# Momentum as the generator of translations: three modes on a GaAs ring

## The general statement

Define the translation by $(T(a)\psi)(x)=\psi(x-a)$, which moves a wave packet by $+a$. These operators are unitary, obey $T(a)T(b)=T(a+b)$, and are strongly continuous: $\|T(a)\psi-\psi\|\to0$ as $a\to0$ for every normalisable $\psi$. Stone's theorem then gives a unique self-adjoint $P$ with $T(a)=e^{-iaP/\hbar}$. Differentiating at $a=0$ on a smooth $\psi$,

$$P\psi=i\hbar\,\partial_a\psi(x-a)\big|_{a=0}=-i\hbar\,\partial_x\psi .$$

On the line, $(T^\dagger XT\psi)(x)=(XT\psi)(x+a)=(x+a)\psi(x)$, so $T^\dagger XT=X+a$. In three dimensions $T(\mathbf a)=e^{-i\mathbf a\cdot\mathbf P/\hbar}$ with $\mathbf P=-i\hbar\nabla$. If $H$ commutes with every $T(\mathbf a)$, then $\mathbf P$ is conserved. If it commutes only with lattice translations $T(\mathbf R)$, then only $e^{-i\mathbf P\cdot\mathbf R/\hbar}$ is conserved, which is momentum modulo $\hbar\mathbf G$, with $\mathbf G$ any reciprocal lattice vector.

## The ring

One electron occupies the lowest transverse mode of a thin GaAs ring. The arc length is $x$, the circumference $L=1\ \mu$m, the radius $r=L/2\pi=159.2$ nm, and spin is a spectator. $\psi(x)$ is the envelope of the $\Gamma$ conduction state, with mass $m^*=0.067\,m_e$ (compiled value at 0 K, Vurgaftman 2001). Translation along the arc is rotation about the axis, so $P=L_z/r$.

**Predict.** Without magnetic flux, $\psi(x+L)=\psi(x)$, so $T(L)=1$. Which eigenvalues can $P$ have?

An eigenvalue $p$ needs $e^{-ipL/\hbar}=1$, so $p=n\hbar\kappa$ with integer $n$ and $\kappa=2\pi/L=6.283\ \mu\text{m}^{-1}$. The eigenstates are $|n\rangle=e^{in\kappa x}/\sqrt L$, and $T(a)|n\rangle=e^{-in\kappa a}|n\rangle$. For $\psi=\sum_nc_n|n\rangle$,

$$\|T(a)\psi-\psi\|^2=\sum_n4|c_n|^2\sin^2(n\kappa a/2),$$

which tends to zero because $\sum_n|c_n|^2$ converges. The convergence is not uniform over states: at $a=L/2n$ the mode $n$ changes sign, however large $n$ is. This reflects that $P$ is unbounded.

The uniform ring has $H_0=P^2/2m^*$ and $E_n=n^2E_1$, with $E_1=\hbar^2\kappa^2/2m^*=22.45\ \mu$eV, or $E_1/k_B=0.261$ K.

**Predict.** Put $a=L$ in $T^\dagger XT=X+a$. What goes wrong?

It reads $X=X+L$. The coordinate jumps somewhere on a ring, so the relation cannot hold globally. The single-valued position variable is $U=e^{i\kappa X}$, which acts as $U|n\rangle=|n+1\rangle$ and obeys

$$T(a)^\dagger UT(a)=e^{i\kappa a}U,\qquad [P,U]=\hbar\kappa\,U .$$

The first relation is $X\to X+a$ exponentiated.

## The smallest model

Keep $n=+1,0,-1$, in that order. Every $T(a)$ maps this space onto itself, so the group is represented without approximation:

$$P=\hbar\kappa\begin{pmatrix}1&0&0\\0&0&0\\0&0&-1\end{pmatrix},\quad T(a)=\begin{pmatrix}e^{-i\kappa a}&0&0\\0&1&0\\0&0&e^{i\kappa a}\end{pmatrix},\quad U=\begin{pmatrix}0&1&0\\0&0&1\\0&0&0\end{pmatrix}.$$

The truncated $U$ is no longer unitary, yet both relations above still hold. By contrast $[X,P]=i\hbar$ has no finite matrix form, since a commutator of matrices is traceless.

Now let two identical gates on opposite sides impose $V(x)=2W\cos2\kappa x=W(U^2+U^{\dagger2})$. This is a lattice of two cells with period $L/2$ and $G=2\kappa$. Then

$$H=\begin{pmatrix}E_1&0&W\\0&0&0\\W&0&E_1\end{pmatrix}.$$

We assume $W=2\ \mu$eV, chosen so that $W/E_1=0.089$ is small and three modes suffice.

**Predict.** For which $a$ is $T(a)^\dagger HT(a)=H$?

Since $U^2\to e^{2i\kappa a}U^2$, the upper corner element becomes $We^{2i\kappa a}$. For $W=0$ every $a$ works. For $W\neq0$ one needs $e^{2i\kappa a}=1$, so $a$ is a multiple of $L/2$, and $T(L/2)=\mathrm{diag}(-1,1,-1)=(-1)^n$. The pair $n=\pm1$ alone would give $T(L/2)=-1$, whose conservation says nothing. The mode $n=0$ supplies the second eigenvalue, which is why three modes are the minimum.

## What each invariance conserves

If $T(a)$ commutes with $H$, it commutes with $e^{-iHt/\hbar}$, and

$$\langle T(a)\rangle=\sum_np_n(t)\,e^{-in\kappa a},\qquad p_n=|c_n|^2,$$

is constant in time. When this holds for all $a$, every Fourier coefficient $p_n$ is constant: the whole distribution of $P$ is frozen, not only its mean. When it holds only for $a=L/2$, one combination survives, $p_{\rm even}-p_{\rm odd}$. That is $n$ modulo 2, or momentum modulo $\hbar G$. The two crystal momenta are $0$ and $\hbar\kappa\equiv-\hbar\kappa$, the zone centre and the zone edge.

## Closed solution

From $\det(H-E)=-E\,[(E_1-E)^2-W^2]$, the state $|0\rangle$ has $E=0$, and $(|{+1}\rangle\pm|{-1}\rangle)/\sqrt2\propto\cos\kappa x,\ \sin\kappa x$ have $E_1\pm W$. The cosine has its density on the maxima of $V$ and lies higher. The splitting $2W$ is the gap at the zone edge.

**Predict.** The electron starts in $|{+1}\rangle$. What happens to $\langle P\rangle$, to $p_0$ and to $\langle T(L/2)\rangle$?

$$|\psi(t)\rangle=e^{-iE_1t/\hbar}\left[\cos\frac{Wt}{\hbar}\,|{+1}\rangle-i\sin\frac{Wt}{\hbar}\,|{-1}\rangle\right],\qquad\langle P\rangle=\hbar\kappa\cos\frac{2Wt}{\hbar}.$$

The momentum swings through $2\hbar\kappa=\hbar G$, while $p_0=0$ and $\langle T(L/2)\rangle=-1$ at all times. The model's period is $h/2W=1.034$ ns (0.967 GHz). The speed $\hbar\kappa/m^*$ is $1.086\times10^4$ m/s, and the ring-averaged current $-e\langle P\rangle/m^*L$ oscillates with amplitude 1.74 nA. The gates take up the momentum: $(i/\hbar)[H,P]$ equals the projected force $-V'(x)=4W\kappa\sin2\kappa x=-2iW\kappa\,(U^2-U^{\dagger2})$.

**Predict.** Replace $V$ by the one-sided potential $2W\cos\kappa x=W(U+U^\dagger)$. Is the parity of $n$ still conserved?

No. Only $T(L)=1$ leaves this $H$ invariant. The state $|0\rangle$ couples to $(|{+1}\rangle+|{-1}\rangle)/\sqrt2$ with strength $\sqrt2W$ across the detuning $E_1$, so the odd population reaches $8W^2/(E_1^2+8W^2)=0.060$. Under $\cos2\kappa x$ it stays exactly zero.

## What the truncation costs

On the full ring $\cos2\kappa x$ also couples $0$ to $\pm2$ and $\pm1$ to $\pm3$. Second order gives shifts $-2W^2/4E_1=-0.089\ \mu$eV for the lowest level and $-W^2/8E_1=-0.022\ \mu$eV for each of the next two. Diagonalising with $|n|\le10$:

| $T(L/2)$ | three modes ($\mu$eV) | 21 modes ($\mu$eV) |
|---|---|---|
| $+1$ | 0 | $-0.089$ |
| $-1$ | 20.45 | 20.43 |
| $-1$ | 24.45 | 24.43 |

The splitting becomes 3.9995 $\mu$eV instead of 4. The energies are thus approximate, but the conservation law is not: $V$ changes $n$ by 2, so even and odd modes mix in no order.

## Which momentum generates translations

**Predict.** A flux $\Phi$ threads the ring. Is the generator $P$ or $m^*v$?

For charge $-e$ and the uniform gauge $A=\Phi/L$, $m^*v=P+e\Phi/L$, so $E_n=E_1(n+\varphi)^2$ with $\varphi=\Phi/(h/e)$. The wavefunction stays periodic, and $T(a)$ is unchanged: the generator is the canonical $P$. The velocity operator differs from $P/m^*$ by a constant. The odd block now has

$$E_\pm=E_1(1+\varphi^2)\pm\sqrt{4E_1^2\varphi^2+W^2},$$

and the largest transfer from $|{+1}\rangle$ to $|{-1}\rangle$ is $W^2/(W^2+4E_1^2\varphi^2)$. A uniform perpendicular field gives $\varphi=1$ at $B=(h/e)/\pi r^2=52.0$ mT. The transfer is halved at $\varphi=W/2E_1=0.045$, or 2.3 mT. $T(L/2)$ remains conserved at any flux.

## Model against general statement

| General | Three-mode ring |
|---|---|
| $T(a)=e^{-iaP/\hbar}$, $P=-i\hbar\partial_x$ | exact; periodicity fixes $p=n\hbar\kappa$ |
| $T^\dagger XT=X+a$ | holds as $T^\dagger UT=e^{i\kappa a}U$ |
| all $a$: $P$ conserved | $W=0$: each $p_n$ constant |
| lattice: $P$ mod $\hbar G$ conserved | $W\ne0$: $(-1)^n$ conserved, $G=2\kappa$ |

## Limits

The numbers are the model's. $E_1$ follows from $L$ and the compiled mass, while the period and the 2.3 mT scale rest on the assumed $W$. The splitting corresponds to $2W/k_B=46$ mK. Any disorder component $\cos\kappa x$ breaks the half-turn symmetry, as shown above, and a ring holding many electrons adds interactions and higher modes that are absent here.

Spin-orbit coupling is not small at first sight. A typical linear Dresselhaus coefficient for a narrow [001] well, of order $\beta\approx0.5$ meV nm, gives $\beta\kappa\approx3.1\ \mu$eV. Its effective field turns with the direction of motion, so it changes $n$ by one together with a spin flip and shifts levels only at order $(\beta\kappa)^2/E_1\approx0.4\ \mu$eV, about a tenth of $2W$. The conserved operation is then the half-turn applied to orbit and spin together.

The continuous symmetry at $W=0$ belongs to the envelope equation. The underlying crystal is invariant only under lattice translations, so the $\hbar k$ of an effective-mass electron is itself a crystal momentum, measured from $\Gamma$.